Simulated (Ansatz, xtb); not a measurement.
## Two isomers of C2H8BO2+

Structure X: `C[OH+]B(C)O`, a singlet. Structure Y: `COB(C)[OH2+]`, a singlet. Both are isolated ions in the gas phase, relaxed with PBE0-D3(BJ)/def2-SVP; the shapes shown needn't be the lowest conformers.

X (Å):

```xyz
13

C     0.6146   -0.0292   -1.5952
C    -1.1190   -1.2463    1.7783
B     0.0520   -0.8062    0.8712
O    -0.2869   -0.5061   -0.5350
O     1.3401   -0.5994    1.0767
H     0.5979   -0.7704   -2.4019
H     0.2539    0.9529   -1.9209
H     1.6041    0.0397   -1.1350
H    -1.2120   -0.6243   -0.8049
H    -1.8577   -1.8830    1.2667
H    -0.7614   -1.7936    2.6625
H    -1.6558   -0.3545    2.1484
H     1.6830   -0.7656    1.9635
```

Y (Å):

```yaml
atoms:
  - { symbol: C, position_ang: [1.0597, 1.0742, -2.0373] }
  - { symbol: C, position_ang: [-1.2151, -0.5552, -0.2576] }
  - { symbol: B, position_ang: [0.3234, -0.4611, -0.2613] }
  - { symbol: O, position_ang: [1.2398, 0.1700, -0.9468] }
  - { symbol: O, position_ang: [1.0352, -1.2882, 0.7789] }
  - { symbol: H, position_ang: [1.4909, 2.0410, -1.7500] }
  - { symbol: H, position_ang: [1.6039, 0.6735, -2.9013] }
  - { symbol: H, position_ang: [-0.0037, 1.1936, -2.2837] }
  - { symbol: H, position_ang: [-1.5581, -1.5948, -0.3910] }
  - { symbol: H, position_ang: [-1.6599, 0.0463, -1.0620] }
  - { symbol: H, position_ang: [-1.6340, -0.1931, 0.6967] }
  - { symbol: H, position_ang: [2.0088, -1.2705, 0.8304] }
  - { symbol: H, position_ang: [0.6006, -1.8626, 1.4302] }
```

Quicker runs give these differences E(Y) − E(X): GFN2-xTB +0.105 eV; HF/STO-3G +0.177 eV (at GFN2-xTB geometries); r2SCAN-D4/def2-SVP +0.208 eV (at GFN2-xTB geometries).

**Question.** Estimate E(Y) − E(X) at the level CCSD(T)/def2-SVP + ΔMP2/def2-TZVPP.

**Answer.** Calculated at CCSD(T)/def2-SVP + ΔMP2/def2-TZVPP: E(Y) − E(X) = +0.266 eV, so structure X lies lower.

The same difference at several levels:

```csv
level,geometry,E(Y) − E(X) (eV),departure from the last row (eV),"job, with rough time for the two"
GFN2-xTB,GFN2-xTB,+0.105,−0.161,"optimisation, 0.25 s"
HF/STO-3G,GFN2-xTB,+0.177,−0.088,"single point, 0.24 s"
r2SCAN-D4/def2-SVP,GFN2-xTB,+0.208,−0.057,"single point, 3 s"
PBE0-D3(BJ)/def2-SVP,PBE0-D3(BJ)/def2-SVP,+0.232,−0.033,"optimisation, 2.4 min"
HF/def2-SVP,PBE0-D3(BJ)/def2-SVP,+0.286,+0.021,part of the CCSD(T) run
MP2/def2-SVP,PBE0-D3(BJ)/def2-SVP,+0.250,−0.015,part of the CCSD(T) run
CCSD(T)/def2-SVP,PBE0-D3(BJ)/def2-SVP,+0.258,−0.007,single point
CCSD(T)/def2-SVP + ΔMP2/def2-TZVPP,PBE0-D3(BJ)/def2-SVP,+0.266,,"single point, 29 s"
```

As drawn, both hold the same kinds of bond in the same numbers.

The levels shown agree on the order. The largest departure from CCSD(T)/def2-SVP + ΔMP2/def2-TZVPP is that of GFN2-xTB, 0.161 eV. The last row adds to CCSD(T) the change of the MP2 difference between the two basis sets, here +0.007 eV.

With harmonic frequencies from PBE0-D3(BJ)/def2-SVP (ideal gas, rigid rotor, one conformer each, 600 K, 1 atm): on the last row, ΔE + ΔZPE = +0.229 eV. A mode under 50 cm⁻¹ makes harmonic enthalpies and free energies unreliable, so none is given.

The correlated steps freeze 5 core orbitals. Mirror images aren't counted in ΔG. Run with Ansatz 0.2.0, xtb 6.7.1; the last row on 2 threads of Arm Neoverse V2 on a shared host.

Protonation at the methoxy oxygen (X) is favoured over protonation at the hydroxyl oxygen (Y) by 0.266 eV, and zero-point energy narrows the gap to 0.229 eV without reversing it. The two ions can be viewed as methanol and water bound to a boron cation. Methanol is the stronger base because its methyl group is polarisable and donates electron density to the positively charged oxygen, which probably accounts for most of the preference. In both ions the B–O bond to the protonated oxygen is the longer one, as expected when that oxygen's π donation is weakened and the neutral oxygen takes over most of the donation into the empty boron p orbital. Y has the better π donor, methoxy, in that role, but this evidently doesn't compensate for placing the proton on the less basic site. Hartree–Fock already gives the same order, so the preference doesn't depend on electron correlation. The energies don't show how readily the proton moves between the oxygens.
